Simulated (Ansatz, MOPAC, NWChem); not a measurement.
## SiI4 (SMILES I[Si](I)(I)I): the zero-point energy at each level's own minimum, rung by rung

SiI4, singlet, SMILES `I[Si](I)(I)I`. Each level relaxes the structure for itself.

Quantity: the zero-point energy at each level's own minimum, in kJ/mol. The values are calculated.

| level | kind | program | value (kJ/mol) |
| --- | --- | --- | --- |
| AM1 | semi-empirical | MOPAC | 10.7 |
| MNDO | semi-empirical | MOPAC | 11.2 |
| MNDOD | semi-empirical | MOPAC | 11.1 |
| PM7 | semi-empirical | MOPAC | 11.1 |
| HF/STO-3G | Hartree–Fock | Ansatz | 13.2 |
| HF/3-21G | Hartree–Fock | Ansatz | 9.8 |
| PBE/def2-SVP (core potential) | GGA | Ansatz | 10.3 |
| B3LYP-D3(BJ)/6-31G*/LANL2DZ (core potential, spherical functions) | global hybrid | NWChem | 10.3 |
| B3LYP/6-31G*/LANL2DZ (core potential, spherical functions) | global hybrid | NWChem | 10.1 |
| PBE0-D4/def2-TZVP (core potential) | global hybrid | Ansatz | 10.8 |

All-electron rows without a relativistic Hamiltonian named are non-relativistic, while core potentials hold scalar relativity, so basis and relativity change together. Harmonic and unscaled. The values span 9.8 to 13.2 kJ/mol.

The zero-point energy of SiI4 is small because heavy iodine atoms and fairly soft Si–I bonds keep the vibrational frequencies low. The largest share comes from the degenerate antisymmetric stretch, in which the light silicon moves against a nearly stationary iodine cage, while the bending modes add little.

The two Hartree–Fock rows mark both ends of the range, 13.2 kJ/mol with STO-3G and 9.8 kJ/mol with 3-21G, so the choice of basis outweighs the usual Hartree–Fock tendency towards stiff bonds. The minimal basis probably makes the Si–I stretches too stiff, whereas the lack of polarization functions in 3-21G probably leaves them too soft.

The density functionals agree much more closely, from 10.1 to 10.8 kJ/mol. Adding D3(BJ) to B3LYP raises the value only slightly, so dispersion has little influence on this quantity. The semi-empirical values lie close to the density-functional ones, but a sum over modes can hide compensating errors in stretches and bends, so this agreement doesn't validate the individual frequencies.
